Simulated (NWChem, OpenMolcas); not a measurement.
How basis sets differ on CH6BNO2 (SMILES COB(N)O)

CH6BNO2: 11 atoms, total charge 0, spin state singlet. As SMILES, `COB(N)O`. Geometry: relaxed at PBE0-D4/def2-TZVP. This is one conformer, not always the lowest.

```csv
atom,x (Å),y (Å),z (Å)
C,0.7135,0.8516,1.1297
O,-0.4467,0.1025,0.8785
B,-0.6440,-0.5067,-0.3384
N,0.2758,-0.4319,-1.4037
O,-1.8010,-1.2231,-0.5148
H,0.8013,1.7018,0.4431
H,0.6544,1.2386,2.1476
H,1.6169,0.2360,1.0476
H,1.1441,0.0663,-1.3669
H,0.0952,-0.8909,-2.2775
H,-2.3441,-1.2011,0.2754
```

Each level gives the dipole moment (D). The values are calculated.

```tsv
level	kind	program	value (D)	CPU time
HF/ANO-R0 (sfX2C)	Hartree–Fock	OpenMolcas	0.69	2.5 s
HF/STO-3G	Hartree–Fock	OpenMolcas	1.56	1.6 s
HF/3-21G	Hartree–Fock	OpenMolcas	2.47	2.1 s
HF/6-31G* (spherical functions)	Hartree–Fock	OpenMolcas	2.11	5.2 s
HF/def2-SVP	Hartree–Fock	NWChem	2.16	17 s
```

The values span 0.69 to 2.47 D. Magnitudes only. Sets without polarisation functions give poor dipoles. Times are those of the runs behind each value, whatever else they computed, on shared processors of several kinds: orders of magnitude only.

The two polarised double-zeta sets nearly agree, at 2.11 and 2.16 D, while the minimal sets fall below them and 3-21G lies above. With one function per valence orbital, an atom cannot expand or contract its density as it gains or loses charge, so the polarity of the B–O, B–N and O–H bonds is poorly described. The two minimal sets also differ strongly from each other, probably because STO-3G uses exponents adjusted to molecules whereas ANO-R0 keeps the shapes of atomic orbitals; scalar relativity should hardly matter for such light elements.

Splitting the valence shell in 3-21G restores the radial freedom, but without d functions the lone pairs on oxygen and nitrogen cannot polarise properly, and charge separation is typically exaggerated. The total dipole is moreover a vector sum in which σ withdrawal from boron is opposed by π donation into its empty p orbital, so modest errors in either can show up clearly. The agreement of the polarised sets doesn't establish the basis-set limit, since neither contains diffuse functions.
